The cost of folding a flat molecule

The question

Boron tribromide binds a donor molecule through the empty orbital on its boron atom. To do so it has to fold: the three bromines bend away from the newcomer, and the flat molecule becomes a pyramid. How much does the fold cost, and does the cost follow a rule simple enough to fill two gaps in a table?

PySCF 2.14.0, restricted B3LYP/def2-TZVP with density fitting, non-relativistic: singlet BBr3 in the gas phase, folded from its relaxed flat structure with the B–Br bonds held at 1.91 Å. The angle is measured between each bond and the threefold axis, and energies are relative to the relaxed flat structure.

```
angle of each bond to the threefold axis (°)  E BBr3 (kJ/mol)  dipole BBr3 (D)
                                          55            573.5             0.82
                                          60            367.2             0.57
                                          65            229.8             0.40
                                          70                ?                ?
                                          75                ?                ?
                                          80             31.2             0.12
                                          85              7.7             0.06
                                          90              0.0             0.00
```

The angle x is measured between each B–Br bond and the threefold axis, so 90° is the flat molecule and smaller angles are steeper pyramids. The bonds keep their length throughout. Letting them relax at a given angle could only lower the energy, so each entry is an upper limit to the cost of that fold in the same electronic state.

A gentle start and a steep end

Near the flat shape the molecule behaves like a spring. Going from 85° to 80° doubles the bend and raises the energy about fourfold, from 7.7 to 31.2 kJ/mol, as a parabola requires.

The spring does not stay so soft. The parabola through the 80° row, extended to 55°, gives 382 kJ/mol, whereas the calculation gives 573.5 kJ/mol. A forecast for the gap therefore needs a reason for the stiffening as well as for the spring.

Why boron prefers to be flat

Boron has three bonding pairs and no lone pair. Its 2s orbital lies lower in energy than its 2p orbitals, so it is best used where the electrons are, in the bonds. In the flat molecule the bonds share the whole 2s orbital, and the empty orbital is pure p.

Folding spoils this arrangement. Suppose that three equal hybrid orbitals point along the bonds and stay orthogonal to one another. If each has an s share c and two bonds enclose the angle θ, orthogonality requires

c + (1 − c) cos θ = 0, with cos θ = (3 cos² x − 1)/2

The three bonds then hold a total s share of 3c = 1 − 2 cot² x. The rest has passed to the empty orbital:

s share of the empty orbital = 2 cot² x

At 55° the bonds stand almost at right angles to one another, which is the arrangement of pure p orbitals. The formula accordingly puts 98 % of the s orbital where there are no electrons to profit from it.

If the energy simply followed this share, energy divided by share would be constant. It is 5.2 eV at 80° and 6.1 eV at 55°. Both values are of the size of the gap between the 2s and 2p levels of boron, very roughly 5 to 6 eV, which is the scale the picture suggests if boron holds about one electron in each bond. This is no proof. The energies contain every other effect of folding too, and real bonding orbitals needn't point straight along the bonds, so they can keep more of the s orbital than the formula allows. The rise from 80° to 55° calls for something more.

Why the curve stiffens

In the hybrid picture part of the stiffening is already there, because the s share grows faster than the square of the bend. Folding also pushes the bromines together. The geometry fixes their distance: 3.31 Å in the flat molecule and 2.71 Å at 55°. Repulsion between closed electron shells grows roughly exponentially as they approach, so it should matter most at the steep end. That it causes the extra rise is an argument from theory, not a result of the scan.

The model for the energy adds the two effects, with R the Br–Br distance and R₀ its value in the flat molecule:

E = A · 2 cot² x + B · [exp((R₀ − R)/0.35 Å) − 1]

The range of 0.35 Å is a typical rough value. The strengths A and B were fitted to the six rows with known energies; the output after this text gives the details.

The forecast for 70°, worked through

At 70° the cotangent is 0.364, so the s share is 2 × 0.364² = 0.265. The bromines have moved 0.20 Å closer than in the flat molecule, which makes the bracket 0.77. With the fitted strengths,

E ≈ 390 × 0.265 + 42 × 0.77 ≈ 136 kJ/mol

The two products should not be read as separate energies of hybridisation and repulsion. Near the flat shape both grow as the square of the bend, so the repulsion term takes over part of the spring: with it included, A is only about 4 eV, less than the 5.2 eV per unit of s share found at 80° without it. Other effects of folding, such as weaker π donation from bromine to boron, may hide in either term.

The dipole needs its own rule

The flat molecule has no dipole by symmetry. If each bond carried a fixed dipole, the total would grow as cos x. Yet the dipole divided by cos x doubles, from about 0.7 D at 80° to 1.4 D at 55°, so charge must shift within the molecule as it folds.

Folding to the other side reverses the dipole, which permits only odd powers of the bend. A sum of a cot x term and a cot³ x term, fitted to the same six rows, supplies the forecast.

The forecasts

At 75°: 72 ± 2 kJ/mol and 0.19 ± 0.02 D.
At 70°: 136 ± 2 kJ/mol and 0.28 ± 0.02 D.

Both energies should lie on a smooth curve, slightly above the parabola through the 80° row. The ranges are judgements that allow for the choice of model. They assume that the electrons keep the same arrangement across the gap; a change of orbital occupation could break them. This run recorded no warning of one. The caution is a general one about such scans, from the data makers' tests on other systems.

The computed values

The withheld rows as computed:

```
angle of each bond to the threefold axis (°)  E BBr3 (kJ/mol)  dipole BBr3 (D)
                                          70            136.3             0.28
                                          75             72.8             0.19
```

All four values fall within their ranges. The energy forecast is too low by 0.8 kJ/mol at 75°, about 1 % of the value, and by 0.3 kJ/mol at 70°. Both dipoles agree to the two decimals printed. The energies lie above the parabola, which would have given 70.2 and 124.8 kJ/mol, and neither shows a jump. A smooth curve makes a change of occupation less likely but doesn't rule it out.

The small energy misses show that the shape of the model isn't exact. The fit minimises errors in kJ/mol, so the costly, steep pyramids steer it, and what the model can't match is left to the gentler folds: it already runs slightly low at 80°.

What the success does and does not show

The s share alone, fitted to the same rows, overshoots by 14 kJ/mol at 70°. It has to stretch one strength over the whole curve, and the steep end pulls that strength too high for gentle folds. A model built on the s share therefore needs a second, steeper term.

The first term is less certain. Replace the s share by an ordinary angular spring, keep the repulsion, and the two gaps are filled about equally well, with errors of less than 1 kJ/mol. The energies thus support a soft term plus a steep one. That the soft term comes from hybridisation rests on the bonding argument.

That argument also explains a neighbour. Phosphorus tribromide has a lone pair where boron has an empty orbital. The s share released by folding now goes to an orbital that holds two electrons, which favours the pyramid, and PBr₃ is indeed pyramidal.

For boron tribromide the 70° row has a practical meaning, because a regular tetrahedron has x close to 70°. A donor that folds the molecule that far must repay the cost through its new bond. With B–Br bonds held rigid that cost is 136 kJ/mol; bonds free to stretch would lower it.

Numerical output:

```
Br-Br distance in the flat molecule (angstrom): 3.308
Br-Br distance at 55 degrees (angstrom): 2.71
Br-B-Br angle at 55 degrees (degrees): 90.37
s share of the empty orbital at 55 degrees: 0.9806
energy per unit of s share at 80 degrees (eV): 5.2
energy per unit of s share at 55 degrees (eV): 6.062
parabola through the 80 degree row, extended to 55 degrees (kJ/mol): 382.2
parabola through the 80 degree row, at 75 degrees (kJ/mol): 70.2
parabola through the 80 degree row, at 70 degrees (kJ/mol): 124.8
dipole over cosine of the angle at 80 degrees (D): 0.6911
dipole over cosine of the angle at 55 degrees (D): 1.43
fit of e0 on 6 rows: coefficient of share 389.6 +/- 1.9, coefficient of crowd 42.29 +/- 0.46; rms 0.236, worst 80 -0.444, leave-one-out rms 0.911
  rows outside the fit (model, value, miss): 70 135.7, 136.3, -0.586; 75 72.01, 72.8, -0.788
fit of e0 on 6 rows: coefficient of share 568.5 +/- 9.5; rms 10.9, worst 65 17.4, leave-one-out rms 19.6
  rows outside the fit (model, value, miss): 70 150.6, 136.3, 14.3; 75 81.63, 72.8, 8.83
fit of e0 on 6 rows: coefficient of spring 0.2074 +/- 0.0016, coefficient of crowd 70.64 +/- 0.48; rms 0.36, worst 60 -0.603, leave-one-out rms 1.69
  rows outside the fit (model, value, miss): 70 137.2, 136.3, 0.917; 75 73.5, 72.8, 0.697
fit of d0 on 6 rows: coefficient of cot 0.6201 +/- 0.012, coefficient of cot3 1.117 +/- 0.031; rms 0.00331, worst 85 -0.005, leave-one-out rms 0.00818
  rows outside the fit (model, value, miss): 70 0.2796, 0.28, -0.000445; 75 0.1876, 0.19, -0.00236
```
